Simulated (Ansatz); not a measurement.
## Si: energy along a strain

Si, P6/mmm, a = 2.608 Å, c = 2.471 Å. This isn't the element's structure at ambient conditions. Ansatz: LDA, PAW, 420 eV, Γ-centred 24×24×24 mesh on 1 atom, Gaussian smearing 0.15 eV; no spin polarisation. Cell vectors (Å): 2.608 0.000 0.000; -1.304 2.259 0.000; 0.000 0.000 2.471. The cell is strained by x per cent times the pattern (1 -1 0 0 0 0) in the order xx yy zz yz xz xy (engineering shears), with fractional coordinates held. y is the free energy over the start, V0 = 14.559 Å³/atom.

```tsv
x (%)	y (meV/atom)
-6.00	27.15
-4.50	15.02
-3.00	6.55
-1.50	1.68
0.00	0.00
1.50	1.02
3.00	4.04
4.50	10.04
5.25	14.00
6.00	?
```

Question: Fit y = c2 x² + c3 x³ to the other rows, get the stiffness along the pattern, and predict the missing energy.

Answer: Least squares on the rows shown. y = 0.61770 x² − 0.023607 x³. The clamped-ion stiffness p·C·p = 2 × 6.177 eV × 160.2 / 14.559 Å³ = 136 GPa. At x = 6.00 the fit asked for gives 17.14 meV/atom. The run gave 18.42 meV/atom, so the fit is 1.28 meV/atom too low, 4.7 % of the span of the series, against an rms of 0.43 meV/atom on the fitted rows. The row lies outside the fitted range. With a term in x⁴ added, a fit to the same known rows predicts 17.24 meV/atom, no real gain.

Cost: 10 runs of about 2.7 core-minutes in all, on Arm Neoverse V1 (shared hosts).

The undistorted hexagonal cell is the lowest point of the series, and at equal magnitude negative strain always costs more than positive. In this lattice the two signs are not equivalent. Negative x compresses the contacts along the first cell vector strongly and stretches the other in-plane contacts more mildly, while positive x does the reverse. Because repulsion rises steeply on shortening, concentrating the compression in fewer contacts is probably what makes the negative side stiffer.

A cubic term doesn't fully capture this asymmetry, which is already too large at small strain and grows more slowly than x³. Hexagonal symmetry forbids a linear term, so this suggests strain-induced changes in band occupation in this metallic phase, or incomplete cancellation of sampling errors. The missed energy therefore reflects more than extrapolation.

With a single atom per cell there is no internal displacement to relax, so the 136 GPa isn't inflated by clamping the ions. Its positive sign indicates resistance to this in-plane shear only, not overall mechanical stability.
